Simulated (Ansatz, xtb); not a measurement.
C5H10BP: which of two isomers lies lower

Structure X is `C=C/C=C(/C)BP`, a singlet and structure Y is `CC#CCB(C)P`, a singlet. Both are isolated molecules in the gas phase, relaxed with B3LYP-D3(BJ)/def2-SVP, each in the lowest conformer that the search found.

Quicker runs give these differences E(Y) − E(X): GFN2-xTB +7.7 kcal/mol; HF/STO-3G −14.3 kcal/mol (at GFN2-xTB geometries); r2SCAN-D4/def2-SVP +4.9 kcal/mol (at GFN2-xTB geometries).

Question: Which of the two would you expect CCSD(T)/def2-SVP + ΔMP2/def2-TZVPP electronic energies to favour?

Answer: Structure X; the calculation gives E(Y) − E(X) = +5.1 kcal/mol.

How the difference moves with the method:

```tsv
level	geometry	E(Y) − E(X) (kcal/mol)	departure from the last row (kcal/mol)	job, with rough time for the two
GFN2-xTB	GFN2-xTB	+7.7	+2.6	optimisation, 0.63 s
HF/STO-3G	GFN2-xTB	−14.3	−19.4	single point, 0.4 s
r2SCAN-D4/def2-SVP	GFN2-xTB	+4.9	−0.2	single point, 4 s
B3LYP-D3(BJ)/def2-SVP	B3LYP-D3(BJ)/def2-SVP	+7.1	+1.9	optimisation, 67 s
HF/def2-SVP	B3LYP-D3(BJ)/def2-SVP	+2.3	−2.9	part of the CCSD(T) run
MP2/def2-SVP	B3LYP-D3(BJ)/def2-SVP	+1.2	−4.0	part of the CCSD(T) run
CCSD(T)/def2-SVP	B3LYP-D3(BJ)/def2-SVP	+4.9	−0.2	single point
CCSD(T)/def2-SVP + ΔMP2/def2-TZVPP	B3LYP-D3(BJ)/def2-SVP	+5.1		single point, 83 s
```

As drawn, Y has 1 C≡C, 1 C–B, 1 C–H in place of 2 C=C, 1 B–H.

HF/STO-3G puts the two in the other order. The largest departure from CCSD(T)/def2-SVP + ΔMP2/def2-TZVPP is that of HF/STO-3G, 19.4 kcal/mol. A small imaginary or near-zero mode remains, so no thermal terms are given. The last row adds to CCSD(T) the change of the MP2 difference between the two basis sets, here +0.2 kcal/mol.

The correlated steps freeze 11 core orbitals. Programs: Ansatz 0.2.0, xtb 6.7.1; the last row on 4 threads of Arm Neoverse V1 on a shared host.

The conjugated dienylborane X lies below the alkynyl isomer Y at every level except HF/STO-3G. The preference probably reflects the cost of concentrating two π bonds in one alkyne unit, together with delocalisation that Y lacks: in X the diene can also donate into the formally empty boron p orbital, whereas a CH2 group separates the triple bond from boron in Y. Phosphorus lone-pair donation to boron is available to both, so it should largely cancel. Exchanging a B–H bond for C–B and C–H bonds also enters the balance, so the gap is not a measure of conjugation alone.

HF/def2-SVP already restores the order, which points to the inflexible minimal basis rather than missing correlation as the main cause of the reversal. MP2 narrows the gap and CCSD(T) widens it again, so higher-order correlation favours X. The ordering need not carry over to condensed phases, where unhindered phosphinoboranes tend to associate through P–B donor bonds.
